## Functional derivative of semilocal functionals: cost of evaluation on a grid

### Statements

**1.** For $F[n]=\int f(n,\nabla n,\nabla^2 n)\,d^3r$ with smooth $f$ and $n$,
$$\frac{\delta F}{\delta n}=\frac{\partial f}{\partial n}-\nabla\cdot\frac{\partial f}{\partial\nabla n}+\nabla^2\frac{\partial f}{\partial\nabla^2 n}.$$

**2.** The von Weizsäcker functional $T_W=\frac{\hbar^2}{8m}\int|\nabla n|^2/n\,d^3r$ gives
$$v_W=\frac{\hbar^2}{m}\left[-\frac{\nabla^2n}{4n}+\frac{|\nabla n|^2}{8n^2}\right]=-\frac{\hbar^2}{2m}\frac{\nabla^2\sqrt n}{\sqrt n}.$$

**3.** A GGA $f(n,\sigma)$ with $\sigma=|\nabla n|^2$ has $v\to 8Zn(0)f_\sigma/(a_0r)$ at a point nucleus of charge $Z$, for a locally spherical density.

**4.** On $N$ grid points the closed formula with stencils of order $p$ costs $O(pN)$ operations for a deviation $O(N^{-p})$. Perturbing the discretised energy point by point costs $O(N^2)$.

### Proof of 1–3

Under $n\to n+\eta$, with $\eta$ vanishing near the boundary, $\delta F=\int[f_n\eta+f_{\nabla n}\cdot\nabla\eta+f_{\nabla^2n}\nabla^2\eta]$. One integration by parts gives the minus sign, two give the plus sign. For a GGA, $v=f_n-2f_\sigma\nabla^2n-2\nabla f_\sigma\cdot\nabla n$. Inserting $f=\hbar^2\sigma/8mn$ gives the first form of $v_W$, and $\nabla^2\sqrt n/\sqrt n=\nabla^2n/2n-|\nabla n|^2/4n^2$ gives the second. Kato's cusp condition $n'(0)=-2Zn(0)/a_0$ makes $\nabla^2n=n''+2n'/r\to-4Zn(0)/(a_0r)$ while the other terms stay bounded. The divergence survives unless $f_\sigma=0$ there, and it is attractive for exchange when the enhancement factor rises with the gradient ($f_\sigma<0$).

### Solvable model

Take $n=n_0(1-u)$, $u=\tfrac12e^{\beta z}$, for $z<0$ and $n=\tfrac12n_0e^{-\beta z}$ for $z>0$. Set $\hbar^2\beta^2/8m=\Phi$, so that the tail decays like a state at the Fermi level. The compiled Al(100) work function $\Phi=4.31$ eV (Tran 2019) then fixes $\beta=2.127$ Å$^{-1}$. With $w=u/(1-u)$, statement 2 gives exactly
$$v_W=\Phi(2w+w^2)\ \ (z<0),\qquad v_W=-\Phi\ \ (z>0),$$
independent of $n_0$. A plane has no $2n'/r$ term, so $v_W$ is finite, but $n''$ jumps and $v_W$ drops from $3\Phi=12.93$ eV to $-\Phi$. All numbers below are the model's.

The cell has length $L=20/\beta=9.40$ Å, spacing $h=L/N$ and $x=\beta h=20/N$. Each stencil is fed by the analytic branch of its own side. $\Delta$ is the supremum of $|v_h-v_W|$ over $z$. Each addition, multiplication, division or root counts as one operation.

### Methods

**E$p$ (expanded form, central stencils, $p=2k$).** The first derivative takes $3k-1$ operations, the second $3k+1$, and assembly 5 (one reciprocal, three products, one subtraction, constants absorbed in the weights). Work is $(6k+5)N$: $11N$, $17N$, $23N$. On an exponential the stencils multiply $n'$ and $n''$ by constants $a_1,a_2$:

- $p=2$: $a_1=\sinh x/x$, $a_2=2(\cosh x-1)/x^2$
- $p=4$: $a_1=(8\sinh x-\sinh2x)/6x$, $a_2=(16\cosh x-\cosh2x-15)/6x^2$
- $p=6$: $a_1=(45\sinh x-9\sinh2x+\sinh3x)/30x$, $a_2=(270\cosh x-27\cosh2x+2\cosh3x-245)/90x^2$

The deviation is $\Phi[2(a_2-1)w+(a_1^2-1)w^2]$ inside and $\Phi[-2(a_2-1)+(a_1^2-1)]$ outside. Both terms share a sign inside, so the supremum lies at $w=1$, $z\to0^-$:
$$\Delta=\Phi\,|2(a_2-1)+a_1^2-1|\simeq\tfrac12\Phi x^2,\quad\tfrac4{45}\Phi x^4,\quad\tfrac1{56}\Phi x^6 .$$

**S2 (gradient of the discrete energy).** With $\psi=\sqrt n$ and $F_h=\frac{\hbar^2}{2mh}\sum_i(\psi_{i+1}-\psi_i)^2$, the derivative $h^{-1}\partial F_h/\partial n_i$ is the three-point form of $-\hbar^2\psi''/2m\psi$. It costs $5N$ (root, sum, quotient, product, subtraction). Since $\sqrt{1-u}=1-\sum_jc_ju^j$ with $c_j>0$, the inner deviation grows with $u$, it exceeds the tail deviation $\simeq\Phi x^2/48$ near the edge, and
$$\Delta=-\frac{4\Phi}{x^2}\left[\sqrt{2-e^{x}}+\sqrt{2-e^{-x}}-2\right]-3\Phi\simeq\tfrac{29}{16}\Phi x^2 .$$
This needs $x<\ln2$, so $N\ge29$. A five-point version costs $8N$, but its leading coefficient is 83 times that of E4. It needs 3.0 times the points, or 24 operations for every 17 of E4, and is dropped.

**P (perturbation).** Central differences of $F_h$ in each $n_i$ need $2N$ evaluations of $4N$ operations, $8N^2$ in all. The result is at best that of S2, with step and rounding errors added. Updating only the two affected terms restores $O(N)$ work and approximates S2.

Work therefore grows as $\Delta^{-1/p}$ for E$p$, $\Delta^{-1/2}$ for S2 and $\Delta^{-1}$ for P. Every method stores $n$ and $v$, $2N$ numbers plus a stencil window, so memory follows $N$. Refining all three directions would cube these powers.

### Tables

$\Delta$ in meV from the exact expressions:

| $N$ | $h$ (Å) | E2 | E4 | E6 | S2, P |
|---|---|---|---|---|---|
| 40 | 0.235 | 552 | 24.6 | 1.26 | 2714 |
| 80 | 0.118 | 136 | 1.51 | 0.0190 | 522 |
| 160 | 0.059 | 33.7 | 0.0937 | 0.00029 | 124 |

Operations (smallest $N$) for a target $\Delta$:

| target | E2 | E4 | E6 | S2 | P |
|---|---|---|---|---|---|
| 100 meV | 1034 (94) | 493 (29) | 460 (20) | 890 (178) | $2.5\times10^5$ |
| 10 meV | 3234 (294) | 850 (50) | 667 (29) | 2800 (560) | $2.5\times10^6$ |
| 1 meV | 10219 (929) | 1513 (89) | 966 (42) | 8840 (1768) | $2.5\times10^7$ |

$\Delta$ in meV (largest $N$) within a budget of operations:

| budget | E2 | E4 | E6 | S2 |
|---|---|---|---|---|
| 350 | 935 (31) | 422 (20) | 616 (15) | 697 (70) |
| 1000 | 107 (90) | 5.49 (58) | 0.81 (43) | 78.9 (200) |

P affords only 6 and 11 points, below its minimum of 29.

### Choice

E6 has the lowest count and memory at all three targets. At 100 meV its margin over E4 is too small to survive a different counting convention. E4 is best within 350 operations and E6 within 1000. S2 is the choice when the potential must be the exact gradient of $F_h$.

The ranking depends on the branch-wise stencils. If E4 at $z=-h$ reads the true density at $z=+h$, that value exceeds the inner branch by $n_0(\cosh x-1)$. Its weight $-1/12h^2$ shifts $n''$ by $-n_0\beta^2/24$ and $v$ by $\Phi/6=0.72$ eV as $h\to0$, above every target. E6 also straddles the jump at neighbouring points. With $z=0$ on the grid, three-point stencils straddle it only at $z=0$, where $v_W$ is undefined. With that point excluded, the largest deviation on the grid lies at $z=-h$, where $w=e^{-x}/(2-e^{-x})<1$, and it still exceeds the tail deviation at the three targets. For tabulated data with such a jump and central stencils only, S2 then needs 605 (121), 2525 (505) and 8575 (1715) operations (points), against 638 (58), 2860 (260) and 9845 (895) for E2. S2 has the lower count and E2 the lower memory at all three targets. At 100 meV the 5 % margin of S2 is too small to survive a different counting convention.